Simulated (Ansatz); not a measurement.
# Ti₂Te₂P: pressure and energy above lowest point as volume scale varies

All results are calculated (Ansatz 0.2.0). Free energy against uniform scaling of the volume at fixed shape and fractions; periodic cell, basis, potentials, k mesh and filling as listed.

The cell before it is scaled or strained (space group R-3m, No. 166):
```
cell vectors (Å)
   1.8252     1.0538     9.9445
  -1.8252     1.0538     9.9445
   0.0000    -2.1075     9.9445
atoms (fractions of the cell vectors)
Ti  0.62216  0.62216  0.62216
Ti  0.37784  0.37784  0.37784
Te  0.22825  0.22825  0.22825
Te  0.77175  0.77175  0.77175
P   0.00000  0.00000  0.00000
```

Settings of every row: functional r2SCAN; dispersion none; potentials PAW; wave cutoff 557.83 eV; density cutoff 2231.3 eV; k mesh 9x9x9; k shift 0x0x0; occupations cold; smearing width 0.2 eV; spin none.

Limits: a layered crystal: even scaling strains the bonds within the layers, so this curve is stiffer than the crystal under pressure; coarse k mesh, up to 40 meV an atom off; no spin-orbit coupling, which can matter with elements this heavy; the cell comes from a prototype or a list of computed structures and needn't be the stable phase.

| row | volume scale | V (Å³/atom) | pressure (GPa) | energy above lowest point (meV/atom) |
| --- | --- | --- | --- | --- |
| 1 | 0.92 | 21.116 | 8.47 | 45 |
| 2 | 0.9467 | 21.729 | 5.24 | 19 |
| 3 | 0.9733 | 22.339 | 2.42 | 4.5 |
| 4 | 1 | 22.952 | -0.04 | 0 |
| 5 | 1.0267 | 23.565 | -2.19 | 4.3 |
| 6 | 1.0533 | 24.175 | -4.06 | 16.4 |
| 7 | 1.08 | 24.788 | ? | ? |

Question: what pressure and energy above lowest point should row 7 give?

Worked fit of pressure. Take u = (V_r/V)^(2/3) − 1 with V_r = 22.645 Å³ an atom, which is twice the finite (Eulerian) strain; such expansions in the strain, on which the Birch-Murnaghan equation of state is built, carry the rest volume and the bulk modulus. The shown rows have u = 0.04771, 0.02791, 0.00911, -0.00894, -0.0262, -0.04265. Least squares give pressure = 1.152 + 136.85 × u + 345.9 × u² GPa; a straight line predicts inner rows, each left out in turn, worse (root mean square 0.27 against 0.008 GPa). The rows lie off it by 0.00, 0.00, -0.01, 0.00, 0.01, 0.00. The pressure vanishes at u = -0.0086, or V = 22.94 Å³ an atom, and there the bulk modulus at fixed shape and fractions is B = −V dP/dV = (2/3)(1 + u) dP/du = 86.5 GPa. Letting shape and atoms relax would as a rule lower it, by much in layered, chain or molecular crystals. The withheld row has u = -0.0585, so the fit gives 1.152 + 136.85 × (-0.0585) + 345.9 × (-0.0585)² = -5.67 GPa.

The calculation gave -5.7 GPa. The fit lies 0.03 GPa (0.21 % of the column's range) above it; its largest miss of a shown row is 0.01 GPa. This row lies beyond the range of the fit.

Worked fit of energy above lowest point. Take u = (V_r/V)^(2/3) − 1 with V_r = 22.645 Å³ an atom, which is twice the finite (Eulerian) strain; such expansions in the strain, on which the Birch-Murnaghan equation of state is built, carry the rest volume and the bulk modulus. The shown rows have u = 0.04771, 0.02791, 0.00911, -0.00894, -0.0262, -0.04265. Least squares give energy above lowest point = 1.07 + 248.4 × u + 14177 × u² − 1758 × u³ meV/atom; a parabola predicts inner rows, each left out in turn, worse (root mean square 0.054 against 0.03 meV/atom). All shown rows lie on it to the printed digit. Its lowest point lies at u = -0.0087, or V = 22.95 Å³ an atom, and the curvature there gives the bulk modulus at fixed shape and fractions, B = (4/9)(1 + u)² E″(u)/V = 86.7 GPa. Letting shape and atoms relax would as a rule lower it, by much in layered, chain or molecular crystals. The withheld row has u = -0.0585, so the fit gives 1.07 + 248.4 × (-0.0585) + 14177 × (-0.0585)² − 1758 × (-0.0585)³ = 35.4 meV/atom.

The calculation gave 35.1 meV/atom. The fit lies 0.3 meV/atom (0.67 % of the column's range) above it; its largest miss of a shown row is 0.0 meV/atom. This row lies beyond the range of the fit.
